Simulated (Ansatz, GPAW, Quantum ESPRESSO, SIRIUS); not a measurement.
## Equation of state of InSb3 under PBEsol

It takes space group Pm-3m (No. 221, cubic). Conventional cell: a = 4.806 Å, b = 4.806 Å, c = 4.806 Å, α = 90.00°, β = 90.00°, γ = 90.00°. Sb (site symmetry 4/mmm) has 8 Sb at 3.40 Å and 4 In at 3.40 Å as nearest neighbours. In (site symmetry m-3m) is surrounded by 12 Sb at 3.40 Å.

The cell comes from a database or a generator and needn't be the stable form of this composition.

The cell was scaled at fixed shape and fractions and run with Quantum ESPRESSO, GBRV 1.5 PBEsol, cutoff 762 eV; PBEsol, k mesh 6 × 6 × 6 on the cell of 4 atoms, fermi-dirac occupations of 0.05 eV, no spin polarisation, no spin-orbit coupling. Energies are those that the program minimises, any entropy of the smearing included. For a metal such a mesh isn't converged to the digits shown.

```csv
V (Å³/atom),energy over the lowest row (meV/atom)
26.0927,0.48
26.6478,0.00
27.2030,3.68
27.7582,11.05
28.3133,?
28.8685,35.15
29.4237,51.09
```

Q: Fit the third-order Birch-Murnaghan form, give V0, B0 and B′, and predict the energy left open.

A: With y = (V0/V)^(2/3), E = E0 + (9 V0 B0/16) [(y - 1)³ B′ + (y - 1)² (6 - 4y)]. Least squares through the rows shown give V0 = 26.4294 Å³/atom, E0 = -0.35 meV, B0 = 60.47 GPa (1 eV/Å³ = 160.218 GPa) and B′ = 5.12, with a largest miss of 0.02 meV. At V = 28.3133 the form with these constants gives 21.67 meV; the run gave 21.67 meV an atom. Other set-ups at this level, from all their volumes (Å³/atom, GPa): GPAW, PAW data sets generated for this functional: V0 26.267, B0 61.02; Ansatz, all-electron LAPW, scalar-relativistic: V0 26.398, B0 60.6; SIRIUS, all-electron FP-LAPW, apw+lo standard: V0 26.392, B0 62.23.

The PBEsol minimum lies at a smaller volume than the listed cell, which is therefore slightly stretched for this functional; a lattice constant from a functional that binds less tightly would probably explain the offset. The modest bulk modulus fits the bonding expected in such a close-packed arrangement: the Sb and In p electrons are shared among many contacts of 3.40 Å, well beyond a normal covalent Sb-Sb or In-Sb bond, instead of being concentrated in a few short, directional ones.

The recovered energy at 28.3133 Å³/atom confirms a smooth curve, but as an interpolation it is a mild test. Only one row lies on the compressed side of the minimum, so B′ is less secure than V0. The two all-electron volumes nearly coincide while their bulk moduli are 60.6 and 62.23 GPa, so small differences in stiffness between set-ups carry little physical meaning. Uniform scaling can't reveal whether the cubic lattice would gain energy by a Peierls-like distortion into short and long contacts, as elemental Sb does.
